Wurtzite BN (a = 2.544, c = 4.208 Å, 5.90 Å³ an atom) in Ansatz 0.2.0: HSE06, plane-wave PAW, 420 eV cutoff, 9×9×4 k mesh, no spin polarisation. The starting cell, and the atoms at each strain, were relaxed with r2SCAN. Strain is per length (shear: engineering angle; uniaxial: sides held), changes are from the unstrained cell, and pressure is positive in compression.

```
strain kind  strain (%)  band gap (eV)  band gap change (eV)  least direct gap change (eV)  energy rise per atom (meV)  pressure change (GPa)
hydrostatic          -4          6.259                -0.270                         0.622                        95.5                  59.30
hydrostatic          -3          6.334                -0.196                         0.469                        48.3                  41.80
hydrostatic          -2          6.404                -0.126                         0.313                        17.4                  26.20
hydrostatic          -1          6.470                -0.060                         0.158                         1.7                  12.40
hydrostatic        -0.5          6.501                -0.029                         0.079                        -0.8                   6.00
hydrostatic           1          6.585                 0.055                        -0.159                        11.2                 -10.90
hydrostatic           2          6.636                 0.107                        -0.321                        34.3                 -20.60
hydrostatic           3          6.683                 0.153                        -0.488                        68.5                 -29.20
hydrostatic           4          6.726                 0.196                        -0.661                       112.8                 -36.70
   shear xy           2          6.459                -0.071                        -0.145                         3.1                   0.10
 uniaxial x         1.5          6.532                 0.003                        -0.160                         6.2                  -5.50
 uniaxial z           4          6.615                 0.085                        -1.229                        35.1                 -13.10
```

Squeeze this boron nitride crystal by 0.5 % along every axis and its energy falls by 0.8 meV an atom. Squeeze it by 1 % and the energy is up by 1.7 meV, whereas a stretch of 1 % costs 11.2 meV. A crystal at rest should resist both about equally, and any small strain should cost energy. The rows thus betray a starting cell that is not at rest for the method that computes the energy.

**Why the energy can fall**

The cell was relaxed with one functional, r2SCAN, and its energy was then computed with another, HSE06. At these settings the two disagree slightly on the volume. HSE06 finds the unstrained cell under a pressure of −4.46 GPa, which means that it is held stretched and would like to shrink. The column of pressure changes hides this, because it counts from the unstrained cell and so begins at zero by construction.

A spring that is already stretched behaves in the same way. Stretching it further costs work against the existing pull as well as the usual elastic energy, while letting it in a little gives work back. The first part is proportional to the strain and changes sign with it; the elastic part grows as the square of the strain. At small enough strain the first part always wins, so a compression can lower the energy even of a stiff and stable crystal.

The size of the first part follows without any adjustable constant. A strain of 1 % on all three axes changes the volume by about 3 %, which is 0.177 Å³ of the 5.90 Å³ an atom. Multiplied by 4.46 GPa, and with 160.2 GPa to 1 eV/Å³, this gives 4.9 meV an atom. The energies give their own value: half the difference between the rises at +1 % and −1 % is (11.2 − 1.7)/2 = 4.75 meV. The two routes agree within 4 %, which is reassuring because the stresses in these runs were only loosely converged.

**How large the damage is**

Suppose that someone takes the bulk modulus, the resistance to a change of volume, from a single row. For a crystal at rest the energy an atom is ½ × modulus × volume × (three times the strain)². The row at +1 % then yields 676 GPa and the row at −1 % only 103 GPa, for the same material. At −0.5 % the modulus even comes out negative, which would look like a crystal about to collapse.

Once the first-order work is taken off, the same two rows give 379 and 400 GPa. The pressure changes, a separate route, give 388 GPa. The instability was an effect of the reference, and the crystal is stiff against a uniform change of volume. The small difference that remains has the expected direction, since bonds stiffen when pressed together and soften when pulled apart.

That softening makes the fault harder to see at large strain. At ±4 % the two rises look fairly well balanced, 95.5 and 112.8 meV. Yet the work against the residual stress is nearly 20 meV there, added on one side and taken off on the other. Softening on the stretched side and stiffening on the compressed side offset much of it, so a balanced pair of distant points does not prove that the reference was sound.

The shear row serves as a control. This shear distorts the cell within the hexagonal plane, where the residual tension is equal in all directions. To first order the tension therefore does no work, and the rise of 3.1 meV can be taken as elastic energy. In the uniaxial rows the tension does count: it supplies 38 % of the rise along x and 20 % along z.

**A second reference that moves**

The least direct gap is the smallest energy needed to lift an electron without changing its wave vector. It is a minimum over many wave vectors, and the winner can change. In the unstrained cell and under hydrostatic strain it lies away from Γ, the centre of the Brillouin zone. In the sheared cell and in both uniaxial ones it lies at Γ. For these three rows the listed change subtracts one transition from another.

The shear row shows what this does. The table lists a change of −0.145 eV. In the unstrained cell, however, the gap at Γ stands about 0.15 eV above the least direct gap, so the gap at Γ must first fall by that much before the column notices it. Its true fall is about 0.29 eV, twice the listed value. The unstrained gap at Γ was interpolated between the hydrostatic cells at −2 % and +1 %; the same interpolation misses the known least direct gap by only 0.002 eV.

Symmetry explains why Γ reacts so strongly to shear. In the hexagonal cell the highest filled levels at Γ form a pair of equal energy, because two in-plane directions are equivalent. Shear ends that equivalence; in the sheared cell the two levels stand 0.14 eV apart. The upper one moves towards the empty levels and narrows the gap. The lowest empty levels also form such a pair in the hexagonal cell. Shear splits them more widely still, and the fall of the lower one supplies most of the narrowing at Γ.

The missing 0.15 eV is the same in all three rows, so it matters most where the response is small. Under the 4 % stretch along z the gap at Γ falls by about 1.38 eV, against the listed 1.229 eV. Even that fall may mix two transitions. This stretch keeps the hexagonal symmetry and cannot split the pairs, but in the hydrostatic cell at +1 % a single empty level lies only 0.18 eV above the lowest pair. A single level has probably dropped below the pair here. For the stretch along x, as for shear, the listed value is only about half the fall at Γ. The offset itself depends on how finely the wave vectors are sampled, since the lowest point away from Γ may lie between those computed.

**What can be trusted, and what to do**

The ordinary band gap is safer. It runs from Γ to K, or to a point right beside them, in every row, so its changes do not jump between distant wave vectors. Its levels can still split: under shear the gap starts from the upper of the two filled levels at Γ, which is why it narrows by 0.071 eV. The wrong starting volume hardly disturbs the band gap: HSE06 would be at zero pressure after a compression of about 0.4 %, which lowers this gap by only 0.02 eV.

For elastic constants, relax the cell with the functional that supplies the energies, or use small strains of both signs. The average of the two faulty moduli at ±1 % is (676 + 103)/2, or about 390 GPa, because the first-order work cancels. For gaps, record where each edge lies and follow one transition through the whole series before dividing by the strain.

The two faults are independent. The same crystal relaxed with HSE06 would have its lowest energy at zero strain, but its least direct gap would still be expected to jump to Γ under the same 2 % shear. In a semiconductor such as gallium arsenide, whose direct gap lies at Γ from the start, small strains would not cause the jump, yet a cell borrowed from another functional would still tilt the energy curve. The output below gives the first-order work and the remainder for every row.

The analysis program printed:

```
Energy rise split into first-order work and remainder, meV per atom:
          row  strain_pct   rise  linear_term  remainder
  hydrostatic          -4   95.5       -19.69      115.2
  hydrostatic          -3   48.3       -14.77      63.07
  hydrostatic          -2   17.4       -9.846      27.25
  hydrostatic          -1    1.7       -4.923      6.623
  hydrostatic        -0.5   -0.8       -2.461      1.661
  hydrostatic           1   11.2        4.923      6.277
  hydrostatic           2   34.3        9.846      24.45
  hydrostatic           3   68.5        14.77      53.73
  hydrostatic           4  112.8        19.69      93.11
     shear xy           2    3.1            0        3.1
   uniaxial x         1.5    6.2        2.362      3.838
   uniaxial z           4   35.1        7.096         28
Half the difference of the rises at +1 and -1 %, meV per atom: 4.75
Half the difference of the rises at +4 and -4 %, meV per atom: 8.65
Bulk modulus from the raw rise at +1 %, GPa: 675.9
Bulk modulus from the raw rise at -1 %, GPa: 102.6
Bulk modulus from the raw rise at -0.5 %, GPa: -193.1
Bulk modulus from the remainder at +1 %, GPa: 378.8
Bulk modulus from the remainder at -1 %, GPa: 399.7
Bulk modulus from the pressure changes at +1 and -1 %, GPa: 388.3
Hydrostatic strain at which the HSE06 pressure vanishes, %: -0.3713
Indirect gap change at that strain, eV: -0.02154
Least direct gap change at that strain, eV: 0.05867
Linear term as share of the rise for uniaxial x, %: 38.09
Linear term as share of the rise for uniaxial z, %: 20.22
Interpolated direct gap at Gamma in the unstrained cell, eV: 10.1
Its height above the least direct gap there, eV: 0.1476
Miss of the same interpolation for the known least direct gap, eV: -0.00153
Change of the gap at Gamma for shear xy, eV: -0.2926
Change of the gap at Gamma for uniaxial x, eV: -0.3076
Change of the gap at Gamma for uniaxial z, eV: -1.377
```
